**Question**

I'm looking at this density of states for Pb2TeSe, from an r2SCAN calculation.

Density of states of layered Pb2TeSe (R-3m, 4 atoms per cell) from Ansatz 0.2.0 with r2SCAN, plane-wave PAW, scalar-relativistic, without spin polarisation; cutoff 500 eV, k mesh 9×9×9, for the density of states 14×14×14. Energies count from the Fermi level, here midgap. Values are averages over 0.2 eV bins, every second bin listed; shells are Löwdin projections summed over sites.

```
energy (eV)  density of states total (states/eV/cell)  DOS Pb 6p (states/eV/cell)  DOS Se 4p (states/eV/cell)  DOS Te 5p (states/eV/cell)  DOS Pb 6s (states/eV/cell)
      -7.95                                      1.55                        0.02                        0.08                        0.08                        1.13
      -7.55                                      0.74                        0.01                        0.06                        0.03                        0.47
      -7.15                                      0.33                           0                        0.02                        0.01                        0.21
      -6.75                                      0.13                           0                           0                           0                        0.09
      -6.35                                         0                           0                           0                           0                           0
      -5.95                                         0                           0                           0                           0                           0
      -5.55                                         0                           0                           0                           0                           0
      -5.15                                         0                           0                           0                           0                           0
      -4.75                                      0.82                        0.35                        0.23                        0.22                        0.01
      -4.35                                      1.52                         0.6                        0.46                        0.41                        0.03
      -3.95                                      2.08                        0.75                        0.73                        0.52                        0.04
      -3.55                                      2.97                        0.97                        1.16                        0.73                        0.06
      -3.15                                      3.82                        1.09                        1.66                        0.93                        0.08
      -2.75                                      3.64                         0.9                        1.59                        0.98                         0.1
      -2.35                                      3.81                        0.79                        1.47                        1.33                        0.13
      -1.95                                      3.42                        0.59                           1                         1.6                        0.15
      -1.55                                      3.48                        0.45                        0.92                        1.81                        0.23
      -1.15                                      4.42                        0.35                        1.56                        1.86                        0.56
      -0.75                                      0.82                        0.06                        0.28                         0.3                        0.16
      -0.35                                         0                           0                           0                           0                           0
       0.05                                         0                           0                           0                           0                           0
       0.45                                      0.01                           0                           0                           0                           0
       0.85                                      0.51                        0.37                        0.01                        0.02                           0
       1.25                                      2.90                        2.25                         0.1                        0.13                        0.03
       1.65                                      2.36                        1.92                        0.11                        0.12                        0.02
       2.05                                      3.03                        2.35                        0.21                        0.18                        0.03
       2.45                                      2.48                         1.8                        0.29                        0.17                        0.02
       2.85                                      2.68                        1.83                        0.42                        0.18                        0.03
       3.25                                      2.28                        1.49                        0.38                        0.19                        0.02
       3.65                                      3.70                        1.87                         0.3                        0.45                        0.03
       4.05                                      4.59                        2.57                        0.37                        0.67                        0.01
       4.45                                      2.56                        1.34                        0.26                        0.46                        0.01
       4.85                                      2.34                        1.16                        0.24                         0.4                        0.01
       5.25                                      2.93                        1.14                        0.28                        0.35                           0
       5.65                                      2.07                        0.54                        0.16                        0.18                           0
```

I learned that lead gives its 6p electrons to tellurium and selenium, so the filled band should be chalcogen p and the empty one Pb 6p. Yet there is plenty of Pb 6p below the gap. Can I estimate how much, at a given energy, with pencil and paper?

**Answer**

Yes, if you split the task in two: how the p states are shared between lead and the chalcogens, and how many states there are. The first part can be estimated rather well, the second only roughly.

**How the states are shared.** Electron transfer is incomplete because each chalcogen p orbital overlaps with Pb 6p orbitals on its neighbours. The filled states are bonding mixtures and the empty ones antibonding mixtures. States far from the gap owe their energy to strong mixing, so they contain much of the minority partner: Pb 6p below the gap, chalcogen p above it. Near the gap, the p states of lead and the chalcogens hardly mix with each other.

To turn this into a formula, measure the energy $E$ from the middle of the gap, which is the table's zero. Put the chalcogen p level at $-D$ and the Pb 6p level at $+D$, and let electrons hop only between unlike neighbours. With amplitudes $a$ on the chalcogen and $c$ on lead, and a hopping strength $t$ that depends on the direction and wavelength of the electron wave,

$$(E+D)\,a=t\,c,\qquad (E-D)\,c=t^{*}a .$$

Multiply the first equation by $a^{*}$ and the second by $c^{*}$. The right-hand sides are then equal, because each is a real number and they are complex conjugates. Hence $(E+D)|a|^2=(E-D)|c|^2$, and the hopping has dropped out. Since the two weights add up to one, the minority partner's share is

$$f=\frac12-\frac{D}{2|E|}.$$

A least-squares fit to the 20 rows of the two p bands that lie more than 1.5 eV from midgap gives $D\approx1.3$ eV. The rule to remember is therefore $f = 0.5-0.65/|E|$, with $E$ in eV, and zero where this would be negative.

**How many states there are.** The two chalcogen atoms bring four p electrons each and the two lead atoms two each, 12 in all. They fill a band about 4.5 eV wide, so its average height is $12/4.5\approx2.7$ states/eV/cell. The model is symmetric about midgap, so I use the same height for the empty band.

**Two rows worked.** Both were part of the fit.

- At −3.95 eV, $f=0.5-0.65/3.95\approx0.34$. Pb 6p should then be $0.34\times2.7\approx0.9$ states/eV/cell; the table has 0.75.
- At 2.85 eV, $f\approx0.27$ is the chalcogen share, which leaves 0.73 for lead. That gives $0.73\times2.7\approx2.0$ states/eV/cell, against 1.83 in the table.

**How good it is.** Over the 24 rows of the two p bands, the share is typically wrong by 0.05, on a scale where it runs from 0.075 to 0.44. For the amount of Pb 6p, the root-mean-square miss is 0.3 states/eV/cell in the filled band and 0.8 in the empty one. The second figure owes most to the row at 0.85 eV, on the edge of the empty band, where the rule gives 2.7 and the table has 0.37. The flat height is to blame for much of this, since real bands have peaks and taper at their edges. The output below gives the fits and their misses.

For the filled band alone there is an even simpler recipe: 9.4 % Pb 6p for each eV below midgap. From −4.75 to −1.55 eV it beats the formula clearly. Carried over to the empty band, however, it does worse than the formula fitted to the same filled rows. I would use the line as a memory aid and the formula for understanding.

**Where it stops working.** The model has no states within 1.3 eV of midgap on either side, which makes a gap of 2.6 eV, whereas the calculated gap is only 0.94 eV wide. That gap comes from the 9×9×9 mesh, which can miss points on the zone edge. The table's 14×14×14 mesh includes them and still shows no states at −0.35 and 0.05 eV, so the gap and the midgap zero should be at most slightly off. On the filled side an ingredient is absent from the model: Pb 6s makes up about a fifth of the total at −0.75 eV. In lead chalcogenides this lower-lying shell is known to mix with chalcogen p in an antibonding way and push the top of the filled band upwards. On the empty side, spin-orbit coupling, which the calculation leaves out, would split Pb 6p and narrow the gap, so don't trust details there.

Don't use the rule for the separate band below about −6.5 eV, which is mostly Pb 6s. At the high end, the three p shells account for only 43 % of the total at 5.65 eV, so a share among them no longer describes the whole state. The rule also treats Te and Se as one average chalcogen. It can't tell you that Se 4p leads at −3.15 eV and Te 5p at −1.55 eV.

**A neighbouring compound.** Treat $D$ as an effective number: the filled band alone prefers 1.2 eV and the empty band 1.4 eV. Its role is still clear. In a more ionic relative, such as one with sulfur in place of tellurium, the p levels should lie further apart, which makes $D$ larger. At the same distance from midgap, the model then puts less Pb 6p into the filled band.

Numerical output:

```
Pb 6p share of listed p states, valence rows upward in energy: -4.75 0.4375, -4.35 0.4082, -3.95 0.375, -3.55 0.3392, -3.15 0.2962, -2.75 0.2594, -2.35 0.2201, -1.95 0.185, -1.55 0.1415, -1.15 0.09284, -0.75 0.09375
chalcogen p share of listed p states, conduction rows upward: 0.85 0.075, 1.25 0.09274, 1.65 0.107, 2.05 0.1423, 2.45 0.2035, 2.85 0.2469, 3.25 0.2767, 3.65 0.2863, 4.05 0.2881, 4.45 0.3495, 4.85 0.3556, 5.25 0.3559, 5.65 0.3864
best D, both bands (eV): 1.289
best D, valence only (eV): 1.163
best D, conduction only (eV): 1.42
rms miss of share by hand rule, all p-band rows: 0.04781
largest miss of share by hand rule, all p-band rows: 0.09375
straight line fitted in valence band, share per eV: 0.09385
rms miss of that line in valence band: 0.00401
rms miss of valence-fitted formula in valence band: 0.03106
rms miss of that line carried to conduction band: 0.0811
rms miss of valence-fitted formula carried to conduction band: 0.04759
flat height (states/eV/cell): 2.679
electrons counted from listed valence bins: 12.32
hand rule share at -3.95 and 2.85 eV: -3.95 0.3354, 2.85 0.2719
estimated Pb 6p at -3.95 and 2.85 eV (states/eV/cell): -3.95 0.8988, 2.85 1.951
rms miss of estimated Pb 6p, valence rows (states/eV/cell): 0.2872
rms miss of estimated Pb 6p, conduction rows (states/eV/cell): 0.813
Pb 6s part of total at -0.75 eV: 0.1951
listed p part of total at 5.65 eV: 0.4251
```
